# Appendix: Normal point force on an elastic half-space

## Premises and conventions

The solid fills $z>0$, with $z$ pointing into the material. Cylindrical coordinates are $(r,\varphi,z)$, and $R=\sqrt{r^2+z^2}$. Tensile stress is positive. The premises are the following.

1. Strains are small, $\varepsilon_{ij}=\tfrac12(\partial_iu_j+\partial_ju_i)$, and boundary conditions are applied on the undeformed plane.
2. The solid is homogeneous, isotropic and linear: $\sigma_{ij}=\lambda\theta\,\delta_{ij}+2\mu\varepsilon_{ij}$ with $\theta=\nabla\cdot\mathbf u$. With Young's modulus $E$ and Poisson's ratio $\nu$, $\mu=E/[2(1+\nu)]$, $\lambda=2\mu\nu/(1-2\nu)$ and $(\lambda+\mu)/\mu=1/(1-2\nu)$. Stability requires $\mu>0$ and $-1<\nu<\tfrac12$.
3. The state is static and free of body forces, $\partial_j\sigma_{ij}=0$, so the moduli are isothermal.
4. The surface carries a pressure $p(x,y)$ on a bounded patch, of resultant $P$, and no shear. The outward normal is $-\hat{\mathbf z}$, so the traction $-\sigma_{iz}$ equals $p\,\delta_{iz}$: at $z=0$, $\sigma_{zz}=-p$ and $\sigma_{xz}=\sigma_{yz}=0$.
5. Far away $u=O(1/R)$ and $\sigma=O(1/R^2)$.

These conditions fix the solution uniquely. The difference of two solutions has a traction-free surface, so by the divergence theorem its $\int\sigma_{ij}\varepsilon_{ij}\,dV$ over a hemisphere equals an integral over the curved face, of order $R^2R^{-2}R^{-1}\to0$. The integrand is positive definite, so the strain difference vanishes, and the decay of $\mathbf u$ excludes a rigid motion. The point force is defined as the limit of patches that shrink at fixed $P$.

## One surface Fourier component

Inserting Hooke's law into equilibrium gives

$$\nabla^2\mathbf u=-\frac{1}{1-2\nu}\nabla\theta. \tag{1}$$

Its divergence is $\nabla^2\theta\,[1+1/(1-2\nu)]=0$, so $\theta$ is harmonic. Define the transform by $f(\mathbf x,z)=\int d^2q\,(2\pi)^{-2}\tilde f(\mathbf q,z)e^{i\mathbf q\cdot\mathbf x}$, under which $\nabla^2\to d^2/dz^2-q^2$. The decaying dilatation is $\tilde\theta=\theta_0e^{-qz}$. Split the in-plane displacement into $\tilde u_L$ along $\hat{\mathbf q}$ and $\tilde u_T$ across it.

The transverse part has no source in (1), so $\tilde u_T=De^{-qz}$. Its surface shear is $\mu\,d\tilde u_T/dz=-\mu qD$, which must vanish, so $D=0$.

The other two components obey

$$\Big(\frac{d^2}{dz^2}-q^2\Big)\tilde u_z=\frac{q\theta_0e^{-qz}}{1-2\nu},\qquad \Big(\frac{d^2}{dz^2}-q^2\Big)\tilde u_L=-\frac{iq\theta_0e^{-qz}}{1-2\nu}.$$

Since $(d^2/dz^2-q^2)\,ze^{-qz}=-2qe^{-qz}$, the general decaying solution is

$$\tilde u_z=(A+Bqz)e^{-qz},\quad \tilde u_L=-i(C+Bqz)e^{-qz},\quad \theta_0=-2(1-2\nu)qB .$$

Three conditions fix $A$, $B$ and $C$.

*Consistency.* The definition $\tilde\theta=iq\tilde u_L+d\tilde u_z/dz$ gives $q(C-A+B)e^{-qz}$. Equating this with $\theta_0e^{-qz}$ yields $A-C=(3-4\nu)B$.

*No surface shear.* $\tilde\sigma_{Lz}=\mu(d\tilde u_L/dz+iq\tilde u_z)=i\mu q\,(A+C-B+2Bqz)e^{-qz}$ vanishes at $z=0$ if $A+C=B$. The two relations give $A=2(1-\nu)B$ and $C=-(1-2\nu)B$.

*Normal load.* Here $\lambda\tilde\theta=-4\mu\nu qBe^{-qz}$ and $d\tilde u_z/dz=qB(2\nu-1-qz)e^{-qz}$, so $\tilde\sigma_{zz}=\lambda\tilde\theta+2\mu\,d\tilde u_z/dz=-2\mu qB(1+qz)e^{-qz}$. Setting this to $-\tilde p$ at $z=0$ gives $B=\tilde p/(2\mu q)$.

Hence

$$\tilde u_z=\frac{\tilde p}{2\mu q}\,[2(1-\nu)+qz]\,e^{-qz},\qquad \tilde u_L=-\frac{i\tilde p}{2\mu q}\,[qz-(1-2\nu)]\,e^{-qz}, \tag{2}$$

$$\tilde\sigma_{zz}=-\tilde p\,(1+qz)e^{-qz},\quad \tilde\sigma_{Lz}=i\tilde p\,qz\,e^{-qz},\quad \tilde\theta=-\frac{1-2\nu}{\mu}\,\tilde p\,e^{-qz}. \tag{3}$$

At the surface $\tilde u_z=(1-\nu)\tilde p/(\mu q)$. With the plane-strain modulus $E^*=E/(1-\nu^2)=2\mu/(1-\nu)$ this reads

$$\tilde u_z(\mathbf q,0)=\frac{2\tilde p(\mathbf q)}{E^*q}. \tag{4}$$

## Inversion for the point force

As the patch shrinks to the origin, $\tilde p(\mathbf q)\to P$ at every $\mathbf q$, with $|\tilde p|\le P$ for $p\ge0$. For $z>0$ the factor $e^{-qz}$ makes the inverse integrals converge absolutely, so the limit may be taken inside them. Let $\psi$ be the angle between $\mathbf q$ and $\mathbf x$. The angular averages are $\langle e^{iqr\cos\psi}\rangle=J_0(qr)$ and, by differentiation with $J_0'=-J_1$, $\langle\cos\psi\,e^{iqr\cos\psi}\rangle=iJ_1(qr)$. A scalar therefore inverts as $(2\pi)^{-1}\int q\,dq\,\tilde fJ_0$. A vector along $\hat{\mathbf q}$ gives the radial component $(2\pi)^{-1}\int q\,dq\,\tilde f\,iJ_1$ and, being odd in $\psi$, no azimuthal one.

All integrals follow from one. Doing the $q$ integral before the angular average,

$$\int_0^\infty e^{-qz}J_0(qr)\,dq=\Big\langle\frac{1}{z-ir\cos\psi}\Big\rangle=\Big\langle\frac{z}{z^2+r^2\cos^2\psi}\Big\rangle=\frac1R ,$$

where the imaginary part is odd in $\cos\psi$ and the substitution $t=\tan\psi$ does the last average. The operator $-\partial_z$ inserts a factor $q$, and $-\partial_r$ turns $J_0$ into $qJ_1$. With all integrals over $0<q<\infty$:

$$\int qe^{-qz}J_0\,dq=\frac{z}{R^3},\quad \int q^2e^{-qz}J_0\,dq=\frac{3z^2}{R^5}-\frac1{R^3},\quad \int qe^{-qz}J_1\,dq=\frac{r}{R^3},\quad \int q^2e^{-qz}J_1\,dq=\frac{3rz}{R^5}.$$

Integrating the third over depth from $z$ to infinity removes its factor $q$:

$$\int e^{-qz}J_1\,dq=\frac1r\Big(1-\frac zR\Big)=\frac{r}{R(R+z)} .$$

Applied to (2), these give the displacements of Boussinesq's solution (1885),

$$u_z=\frac{P}{4\pi\mu}\Big[\frac{2(1-\nu)}{R}+\frac{z^2}{R^3}\Big],\qquad u_r=\frac{P}{4\pi\mu}\Big[\frac{rz}{R^3}-\frac{(1-2\nu)\,r}{R(R+z)}\Big]. \tag{5}$$

From (3), the two $z/R^3$ terms in $\sigma_{zz}$ cancel, and

$$\sigma_{zz}=-\frac{3Pz^3}{2\pi R^5},\qquad \sigma_{rz}=-\frac{3Prz^2}{2\pi R^5},\qquad \theta=-\frac{(1-2\nu)Pz}{2\pi\mu R^3}. \tag{6}$$

The hoop stress is $\lambda\theta+2\mu u_r/r$. The trace is $(3\lambda+2\mu)\theta=-(1+\nu)Pz/(\pi R^3)$, and subtracting $\sigma_{zz}$ and $\sigma_{\varphi\varphi}$ from it gives $\sigma_{rr}$:

$$\sigma_{\varphi\varphi}=\frac{(1-2\nu)P}{2\pi}\Big[\frac{z}{R^3}-\frac{1}{R(R+z)}\Big],\qquad \sigma_{rr}=\frac{P}{2\pi}\Big[\frac{1-2\nu}{R(R+z)}-\frac{3zr^2}{R^5}\Big]. \tag{7}$$

The fields decay as premise 5 demands, and they stay finite in the incompressible limit $\nu\to\tfrac12$. Every horizontal plane carries the full load, since $\int_0^\infty\sigma_{zz}\,2\pi r\,dr=-Pz^3\int_z^\infty3R^{-4}dR=-P$. The stresses on such a plane contain no elastic constant, and $\sigma_{rz}/\sigma_{zz}=r/z$, so the traction lies along the ray from the load point.

At $z=0$, where $R=r$,

$$u_z=\frac{P}{\pi E^*r},\qquad u_r=-\frac{(1-2\nu)(1+\nu)P}{2\pi Er}. \tag{8}$$

The first is the inverse of (4), since $1/r$ transforms to $2\pi/q$. The surface sinks and is drawn towards the load, with $u_r/u_z=-(1-2\nu)/[2(1-\nu)]$.

## Superposition under a circular pad

By linearity any load is a sum of point forces $p\,dA'$. In polar coordinates $(\ell,\psi)$ about the field point, $dA'=\ell\,d\ell\,d\psi$ cancels the $1/\ell$ of (8):

$$u_z=\frac1{\pi E^*}\int d\psi\int p\,d\ell. \tag{9}$$

**Uniform pressure** $p_0$ on a disc of radius $a$, $P=\pi a^2p_0$. At the centre every ray has length $a$. At the rim the rays are chords $2a\cos\psi$ with $|\psi|<\pi/2$. For the mean over the disc, fix the direction: on a chord of length $L=2\sqrt{a^2-b^2}$ at offset $b$, the distance to the rim integrates to $L^2/2$, and $2\pi\int_{-a}^a(L^2/2)\,db=16\pi a^3/3$, to be divided by $\pi a^2$. Thus

$$u_{\rm centre}=\frac{2p_0a}{E^*},\quad u_{\rm rim}=\frac{4p_0a}{\pi E^*},\quad \bar u=\frac{16p_0a}{3\pi E^*},\quad U=\tfrac12P\bar u=\frac{8a^3p_0^2}{3E^*}, \tag{10}$$

where $U$ is the stored energy.

On the axis put $c=z/\sqrt{a^2+z^2}$. Integrating $\sigma_{zz}$ and the trace over rings gives $\sigma_{zz}=-p_0(1-c^3)$ and $\operatorname{tr}\sigma=-2(1+\nu)p_0(1-c)$. The two in-plane stresses are equal there by symmetry, $\sigma_\parallel=\tfrac12(\operatorname{tr}\sigma-\sigma_{zz})$, so the largest shear stress at depth $z$ is

$$\tau=\tfrac12(\sigma_\parallel-\sigma_{zz})=\tfrac12p_0\big[\tfrac32(1-c^3)-(1+\nu)(1-c)\big].$$

It peaks where $d\tau/dc=0$, at $c_m^2=2(1+\nu)/9$:

$$\tau_m=\tfrac12p_0\big[\tfrac12(1-2\nu)+\tfrac23(1+\nu)c_m\big],\qquad z_m=\frac{a\,c_m}{\sqrt{1-c_m^2}}. \tag{11}$$

**Rigid, flat, frictionless pad.** Try $p=P/(2\pi a\sqrt{a^2-s^2})$ at radius $s$, whose resultant is $P$. Along any chord, $a^2-s^2$ is the product of the distances to the two ends, so $\int d\ell/\sqrt{a^2-s^2}=\pi$ for every full chord. The chords through an interior point span an angle $\pi$, and (9) gives the same displacement everywhere under the pad, $\delta=P/(2E^*a)$. At equal load $\delta/\bar u=3\pi^2/32=0.93$, so the overall compliance depends little on which of these two limits the pad approaches.

## Range of validity

**Distance from the load.** The stresses (6) and (7) diverge as $R^{-2}$, and $U\propto P^2/a$ diverges as $a\to0$, so the point solution describes only $R\gg a$. For the uniform disc, expanding $1/|\mathbf x-\mathbf x'|$ in Legendre polynomials, with $\langle P_2(\cos\psi)\rangle=\tfrac14$ and $\langle s^2\rangle=a^2/2$, multiplies the surface $u_z$ of (8) by $1+a^2/(8r^2)+\dots$. Expanding $1-c^3$ multiplies the axial stress $-3P/(2\pi z^2)$ by $1-5a^2/(4z^2)+\dots$. At ten radii these leading corrections are 0.125 % and 1.25 %. The surface $u_r$ has the form of a two-dimensional Coulomb field, so by Gauss's theorem it is exact outside any axisymmetric load.

**Size of the body.** On the axis (5) gives $u_z=(3-2\nu)P/(4\pi\mu z)$, a fraction $(3-2\nu)a/[4(1-\nu)z]$ of $u_{\rm centre}$. This share of the displacement builds up below depth $z$. It falls only as $a/z$, so a finite thickness or a different substrate alters displacements by that order.

**Isotropy and continuum.** A polycrystal qualifies when it is untextured and $a$ far exceeds the grain size. A single crystal qualifies only if it is nearly isotropic. For other crystals dimensional analysis keeps the $1/q$ law of (4), but its coefficient depends on the direction of $\mathbf q$. The radius must also far exceed the lattice constant. A surface stress $\tau_s$ adds a restoring term, $\tilde p=(E^*q/2+\tau_sq^2)\tilde u_z$, of relative size $2\tau_s/(E^*a)$ at $q\sim1/a$.

**Linearity and yield.** Strains are of order $p_0/E^*$, and the moduli change by about $B'p_0/E^*$, where $B'$ is the pressure derivative of the bulk modulus. The Tresca criterion on the axis, $2\tau_m<Y$ with $Y$ the uniaxial yield stress, is a necessary condition for elastic response. Under a rigid pad the pressure diverges at the rim, and a thin ring there leaves the linear range at any load.

**Interface.** Friction is excluded. A bonded pad resists the inward motion in (8) unless $\nu=\tfrac12$, and tangential tractions must then be added.

## Numerical illustration

Take a uniform pad on steel and, beside it, on tungsten, a contact metal in chips. The inputs are typical values near 300 K: $E\approx210$ GPa, $\nu\approx0.30$, $Y\approx0.25$ GPa for a structural steel, $E\approx410$ GPa, $\nu\approx0.28$, $Y\approx0.6$ GPa for tungsten, and $B'\approx5$ for both. Ferrite grains are typically about $10^4$ nm across and anisotropic (Zener ratio about 2.4), so the steel pad is given $a=5\times10^5$ nm, with $p_0=0.10$ GPa. Tungsten has a Zener ratio of about 1.0, which permits a pad within one grain, $a=50$ nm, with $p_0=0.50$ GPa. The conversion is 1 GPa = 6.24 eV nm$^{-3}$.

| Quantity | Steel | Tungsten |
|---|---|---|
| $E^*$ (GPa) | 231 | 445 |
| $E^*$ (eV nm$^{-3}$) | $1.44\times10^3$ | $2.78\times10^3$ |
| $P$ (N) | 79 | $3.9\times10^{-6}$ |
| $u_{\rm centre}$ (nm) | $4.3\times10^2$ | 0.11 |
| $u_{\rm rim}$ (nm) | $2.8\times10^2$ | 0.072 |
| $\bar u$ (nm) | $3.7\times10^2$ | 0.095 |
| $\delta$, rigid pad (nm) | $3.4\times10^2$ | 0.088 |
| $u_z$ at $r=10a$, Eq. (8) (nm) | 22 | 0.0056 |
| $u_r$ at $r=10a$, Eq. (8) (nm) | $-6.2$ | $-0.0017$ |
| $\sigma_{zz}$ at $z=10a$, Eq. (6) (MPa) | $-1.5$ | $-7.5$ |
| $\tau_m$ (GPa) | 0.033 | 0.17 |
| $z_m$ (nm) | $3.2\times10^5$ | 32 |
| $U$ (eV) | $9.0\times10^{13}$ | $1.2\times10^3$ |

The Tresca condition allows $p_0$ up to $1.5Y$ in both cases, 0.38 GPa for steel and 0.89 GPa for tungsten, above the applied pressures. The strains are $4.3\times10^{-4}$ and $1.1\times10^{-3}$, so the nonlinear corrections are about 0.2 % and 0.6 %. With a typical $\tau_s\approx20$ eV nm$^{-2}$, the length $2\tau_s/E^*$ is 0.014 nm for tungsten, a fraction $3\times10^{-4}$ of $a$. Both energies far exceed $k_BT=0.026$ eV. Material deeper than $10a$ supplies 9 % (steel) and 8 % (tungsten) of the centre displacement, so the tungsten column applies to a thick crystal, and a thin film needs its substrate included.

The numbers are the model's and describe the half-space alone. The travel of the top of a real pad contains two further terms that rival them in the steel case. A pad of height $a$, even one as stiff as the steel, shortens by about $p_0a/E=2.4\times10^2$ nm, and a ground finish has a typical roughness of a few hundred nm, part of which flattens under load. The model's centre displacement of $4.3\times10^2$ nm therefore understates such total travel, possibly by a factor of order two.